**A hand recipe for K⁺–atom bonds: orbital size, quadrupole plus induction, Morse range**

The table holds r_e, ω_e, force constant and D_e of seven KX⁺ diatomics at CCSD/def2-SVP (PySCF), without spin–orbit coupling or counterpoise correction. The program tests a four-constant recipe with rough recalled atomic inputs: r = r_ion + a + b√⟨r²⟩, D = f(charge–quadrupole + induction), and a Morse range β = cκ set by the ionisation energy. Fitted on the six K⁺–atom rows, it gives rms relative errors of 1.1% in r_e, 8.7% in D_e and 6.3% in ω_e (1.6, 11.3 and 7.1% leave-one-out). Induction alone misses D_e by 37% rms, and a Badger-type power law does as well for ω_e (5.8%). KRb⁺, a one-electron bond left out of the fit, is missed by −20% in D_e and +34% in ω_e.

Calculated values. Diatomic cations of K with main-group atoms of periods 4 and 5: PySCF 2.14.0, frozen-core CCSD/def2-SVP on one determinant of fixed occupation, no spin–orbit coupling; ECP is a 28-electron core potential on the heavier atom. Constants come from Dunham fits for the main isotopes, and D_e refers to high-spin ground-configuration fragments, without counterpoise correction.

## Numerical check

```python
# Table: r_e, omega_e, k, D_e of KX+ diatomics, PySCF CCSD/def2-SVP, no spin-orbit, no counterpoise.
# Tested: hand recipe r = r_ion+a+b*sqrt<r2>, D = f*(quadrupole+induction), Morse beta = c*kappa.
T = {
    'molecule': ['KGa+', 'KSe+', 'KRb+', 'KSr+', 'KSn+', 'KTe+', 'KI+'],
    'Z': [31, 34, 37, 38, 50, 52, 53],
    'valence': [3, 6, 1, 2, 4, 6, 7],
    'rel': ['non-relativistic', 'non-relativistic', 'ECP', 'ECP', 'ECP', 'ECP', 'ECP'],
    'mult': [2, 3, 2, 1, 3, 3, 2],
    'open': ['sigma1', 'pi2', 'sigma1', 'none', 'sigma1 pi1', 'pi2', 'pi1'],
    're': [4.001, 3.566, 4.818, 4.358, 3.985, 3.768, 3.724],  # Å
    'we': [73, 88, 52, 70, 67, 82, 75],  # 1/cm
    'k': [0.08, 0.12, 0.04, 0.08, 0.08, 0.12, 0.1],  # mdyn/Å
    'de': [0.48, 0.4, 0.71, 0.53, 0.31, 0.41, 0.26],  # eV
    'mu': [24.9, 26.2, 26.7, 27.0, 29.4, 30.0, 29.8],  # u
}
import numpy as np
from scipy import constants as C
mol = T['molecule']
re, we, k, de, mu = (np.array(T[x], float) for x in ('re', 'we', 'k', 'de', 'mu'))
a0 = C.physical_constants['Bohr radius'][0]*1e10
Eh = C.physical_constants['Hartree energy in eV'][0]
e2 = C.e/(4*np.pi*C.epsilon_0*1e-10)                 # eV A
conv = C.u*(2*np.pi*C.c*100)**2*1e-20/C.e            # k[eV/A^2] = conv*mu*omega^2
md = 100*1e-20/C.e                                   # eV/A^2 per mdyn/A
# rough recalled values for the neutral atom Ga, Se, K (in KRb+), Sr, Sn, Te, I
al = np.array([7.4, 4.3, 43, 29, 7.9, 5.6, 4.9])     # polarisability, A^3
r2 = np.array([14, 6.2, 32, 24, 12, 8.3, 7.2])*a0**2 # valence <r^2>, typed in bohr^2
IE = np.array([6.0, 9.8, 4.3, 5.7, 7.3, 9.0, 10.0])  # eV, two figures
rion = np.array([1.4, 1.4, 1.5, 1.4, 1.4, 1.4, 1.4]) # K+ or Rb+, A
# valence p occupations, from the occupation output of the same runs
w = (2*np.array([1, 2, 0, 0, 1, 2, 2]) - np.array([0, 2, 0, 0, 1, 2, 3]))/5
ix = {m: i for i, m in enumerate(mol)}
six = np.array([i for i in range(len(mol)) if i != ix['KRb+']])
s, kap, kk = np.sqrt(r2), np.sqrt(2*IE/Eh)/a0, conv*mu*we**2
beta = np.sqrt(kk/(2*de))
E3 = lambda r: w*r2*e2/r**3
E4 = lambda r: al*e2/(2*r**4)
gm = lambda x: np.exp(np.mean(np.log(x)))
rms = lambda x: np.sqrt(np.mean(x**2))
def fit(j):
    b, a = np.polyfit(s[j], (re-rion)[j], 1)
    return a, b, gm((de/(E3(re)+E4(re)))[j]), gm((beta/kap)[j])
def chain(a, b, f, c):
    r = rion+a+b*s
    D = f*(E3(r)+E4(r))
    return r, D, np.sqrt(2*D*(c*kap)**2/(conv*mu))
print(f"e^2={e2:.2f} eV A; kappa={np.sqrt(2/Eh)/a0:.3f}*sqrt(I/eV) 1/A; omega={np.sqrt(2/conv):.0f}*beta*sqrt(D/mu) 1/cm")
print("At the table's r_e: w, k from omega (mdyn/A), D/E4, D/(E3+E4), beta (1/A), beta/kappa, k r^2/D")
for i, m in enumerate(mol):
    print(f"{m:5s} {w[i]:.1f} {kk[i]/md:.3f} {de[i]/E4(re)[i]:.2f} {de[i]/(E3(re)+E4(re))[i]:.2f} {beta[i]:.2f} {beta[i]/kap[i]:.2f} {kk[i]*re[i]**2/de[i]:.0f}")
p = fit(six); pr = [round(x, 2) for x in p]
print("Six-row fit, rounded: a=%.2f A, b=%.2f, f=%.2f, c=%.2f (KRb+ not fitted)" % tuple(pr))
r, D, om = chain(*pr)
print("Recipe: sqrt<r2> A, r A (error A), E3, E4, D eV (error %), beta 1/A, omega 1/cm (error %)")
for i, m in enumerate(mol):
    print(f"{m:5s} {s[i]:.2f} {r[i]:.2f} ({r[i]-re[i]:+.2f}) {E3(r)[i]:.2f} {E4(r)[i]:.2f} {D[i]:.2f} ({100*(D[i]/de[i]-1):+.0f}) {pr[3]*kap[i]:.2f} {om[i]:.0f} ({100*(om[i]/we[i]-1):+.0f})")
loo = np.array([[q[i] for q in chain(*fit(six[six != i]))] for i in six])
print("Six rows, relative error %: recipe rms, worst; leave-one-out rms, worst; mean-value guess rms; table rounding max")
for n, (nm, est, ref, h) in enumerate((('r_e', r, re, 5e-4), ('D_e', D, de, 5e-3), ('omega', om, we, 0.5))):
    e = 100*(est/ref-1)[six]; l = 100*(loo[:, n]/ref[six]-1); g = 100*(ref[six].mean()/ref[six]-1)
    j, jl = np.argmax(abs(e)), np.argmax(abs(l))
    print(f"{nm}: {rms(e):.1f}, {e[j]:+.1f} {mol[six[j]]}; {rms(l):.1f}, {l[jl]:+.1f} {mol[six[jl]]}; {rms(g):.1f}; {100*h/ref[six].min():.2f}")
f4 = gm((de/E4(re))[six]); e = 100*(f4*E4(re)/de-1)[six]
print(f"Induction alone at table r_e: factor {f4:.2f}, rms {rms(e):.0f}%, errors", ' '.join(f"{x:+.0f}" for x in e))
e = 100*(p[2]*(E3(re)+E4(re))/de-1)[six]
print(f"Both terms at table r_e: factor {p[2]:.2f}, rms {rms(e):.0f}%, errors", ' '.join(f"{x:+.0f}" for x in e))
A = np.c_[E3(re), E4(re)][six]; cf = np.linalg.lstsq(A, de[six], rcond=None)[0]
print(f"Separate coefficients: E3 x {cf[0]:.2f}, E4 x {cf[1]:.2f}, rms {rms(100*(A@cf/de[six]-1)):.0f}%")
keep = 1-(3*E3(re)+4*E4(re))/re/(2*kap)/(E3(re)+E4(re))
print(f"Crude exponential wall of range 1/(2 kappa) would keep {keep[six].min():.1f} to {keep[six].max():.1f} of the attraction")
n, lnA = np.polyfit(np.log(re[six]), np.log(kk[six]/md), 1)
eb = 100*(np.sqrt(md*np.exp(lnA)*r**n/(conv*mu))/we-1)
print(f"Power law k={np.exp(lnA)*4**n:.3f}*(r/4 A)^{n:.1f} mdyn/A with recipe r: omega rms {rms(eb[six]):.1f}%")
print("  omega errors %:", ' '.join(f"{m} {x:+.0f}" for m, x in zip(mol, eb)))
print(f"K+ + Rb above K + Rb+ by {4.113703-4.075947:.3f} eV")   # ionisation energies of the same runs
se, te = ix['KSe+'], ix['KTe+']   # unrounded k and D_e below: outputs of the same runs
print(f"Te/Se: omega ratio {we[te]/we[se]:.3f}, mass factor {np.sqrt(mu[se]/mu[te]):.3f}, k ratio {0.11808/0.12058:.3f}, D_e gap {0.41486-0.39651:.3f} eV")
q = de/E4(re)
assert q[w > 0.3].min() > q[(w > 0.1) & (w < 0.3)].max() and q[w > 0.1].min() > q[ix['KSr+']]
assert np.argmax(de) == np.argmax(re) == np.argmin(we) == ix['KRb+']
assert 0.5 < p[2] < 1.2 and np.all(abs(kk/md-k) < 0.007)
```

It prints:

```
e^2=14.40 eV A; kappa=0.512*sqrt(I/eV) 1/A; omega=737*beta*sqrt(D/mu) 1/cm
At the table's r_e: w, k from omega (mdyn/A), D/E4, D/(E3+E4), beta (1/A), beta/kappa, k r^2/D
KGa+  0.4 0.078 2.31 0.86 0.71 0.57 16
KSe+  0.4 0.120 2.09 0.97 0.97 0.60 24
KRb+  0.0 0.043 1.24 1.24 0.43 0.41 9
KSr+  0.0 0.078 0.92 0.92 0.68 0.55 17
KSn+  0.2 0.078 1.37 0.82 0.88 0.64 25
KTe+  0.4 0.119 2.05 0.91 0.95 0.62 26
KI+   0.2 0.099 1.42 0.88 1.09 0.67 33
Six-row fit, rounded: a=1.46 A, b=0.58, f=0.89, c=0.61 (KRb+ not fitted)
Recipe: sqrt<r2> A, r A (error A), E3, E4, D eV (error %), beta 1/A, omega 1/cm (error %)
KGa+  1.98 4.01 (+0.01) 0.35 0.21 0.50 (+3) 0.77 80 (+9)
KSe+  1.32 3.62 (+0.06) 0.21 0.18 0.35 (-13) 0.98 83 (-6)
KRb+  2.99 4.70 (-0.12) 0.00 0.64 0.57 (-20) 0.65 70 (+34)
KSr+  2.59 4.36 (+0.01) 0.00 0.58 0.51 (-3) 0.75 76 (+8)
KSn+  1.83 3.92 (-0.06) 0.16 0.24 0.36 (+15) 0.84 69 (+2)
KTe+  1.52 3.74 (-0.02) 0.26 0.21 0.41 (-0) 0.94 81 (-1)
KI+   1.42 3.68 (-0.04) 0.12 0.19 0.27 (+5) 0.99 70 (-7)
Six rows, relative error %: recipe rms, worst; leave-one-out rms, worst; mean-value guess rms; table rounding max
r_e: 1.1, +1.6 KSe+; 1.6, +2.9 KSe+; 6.4; 0.01
D_e: 8.7, +14.9 KSn+; 11.3, -18.3 KSe+; 27.6; 1.92
omega: 6.3, +9.1 KGa+; 7.1, +10.0 KGa+; 9.2; 0.75
Induction alone at table r_e: factor 1.61, rms 37%, errors -30 -23 +76 +17 -21 +14
Both terms at table r_e: factor 0.89, rms 5%, errors +4 -8 -3 +9 -2 +1
Separate coefficients: E3 x 0.87, E4 x 0.91, rms 5%
Crude exponential wall of range 1/(2 kappa) would keep 0.6 to 0.7 of the attraction
Power law k=0.087*(r/4 A)^-2.5 mdyn/A with recipe r: omega rms 5.8%
  omega errors %: KGa+ +5 KSe+ -3 KRb+ +17 KSr+ -5 KSn+ +9 KTe+ -7 KI+ +4
K+ + Rb above K + Rb+ by 0.038 eV
Te/Se: omega ratio 0.932, mass factor 0.935, k ratio 0.979, D_e gap 0.018 eV
```
